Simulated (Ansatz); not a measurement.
## Redistribution: C2HBrClF3 + C2H3F → C2HClF4 + C2H3Br

Species: C2HBrClF3 (1-bromo-2-chloro-1,1,2-trifluoroethane) `FC(Cl)C(F)(F)Br`, singlet; C2H3F `C=CF`, singlet; C2HClF4 `FC(Cl)C(F)(F)F`, singlet; C2H3Br `C=CBr`, singlet. The partners trade Br for F; both sit on C, so the bond types are kept.

Shapes, held fixed at every level: PBE0-D4/def2-TZVP. Flexible molecules stand in one conformer, not always the lowest. Programs: Ansatz 0.2.0. The zero-point and thermal change to 298 K, harmonic and unscaled (PBE0-D4/def2-TZVP), is +0.7 kJ/mol.

| level | kind | ΔH(298 K) (kJ/mol) | less CCSD(T)/def2-TZVPP | CPU time (sum over the molecules) |
| --- | --- | --- | --- | --- |
| HF/def2-SVP | Hartree–Fock | -81.6 | -24.2 | – |
| HF/def2-TZVPP | Hartree–Fock | -72.3 | -14.9 | – |
| SPW92/def2-TZVPP | LDA | -45.3 | +12.1 | 14 s |
| B3LYP-D4/def2-TZVPP | global hybrid | -47.1 | +10.3 | 54 s |
| BHLYP-D4/def2-TZVPP | global hybrid | -56.0 | +1.4 | 41 s |
| wB97X-V/def2-TZVPP | range-separated hybrid | -51.9 | +5.5 | 80 s |
| CCSD(T)/def2-SVP | coupled cluster or CI | -67.1 | -9.7 | 55 s |
| CCSD(T)/def2-TZVPP | coupled cluster or CI | -57.4 | 0.0 | 17 min |

The highest level, CCSD(T)/def2-TZVPP, gives ΔH(298 K) = -57.4 kJ/mol; the levels span -81.6 to -45.3. The column of differences is taken from that level and isn't an error. No measured value is set beside it here. Relativity is left out for Br. Outer-core shells of Br are correlated in most correlated rows, in sets that cover them unevenly. Times are processor times on shared x86 and Arm servers, and rough.

Every level makes the exchange clearly exothermic, and the thermal term of only +0.7 kJ/mol shows that the driving force is electronic. Fluorine gains more by completing a CF3 group than by staying on the vinyl carbon. Geminal C–F bonds reinforce one another through lone-pair donation into neighbouring σ*(C–F) orbitals and through attraction between the strongly positive carbon and its fluorines. Bromine, less electronegative and a poorer donor, gives up little of this when it moves to the alkene.

Hartree–Fock exaggerates the preference in both basis sets, probably because it makes the C–F bonds too polar and misses the correlation between bromine and its crowded neighbours in the reactant. Going from def2-SVP to def2-TZVPP weakens the exothermicity almost equally for Hartree–Fock and CCSD(T), so this basis-set effect arises mainly at the mean-field level. The direction of the exchange is therefore secure within these calculations, but the closeness of BHLYP-D4 to CCSD(T) in a single reaction may reflect cancellation and doesn't establish its general reliability for halogen exchange.
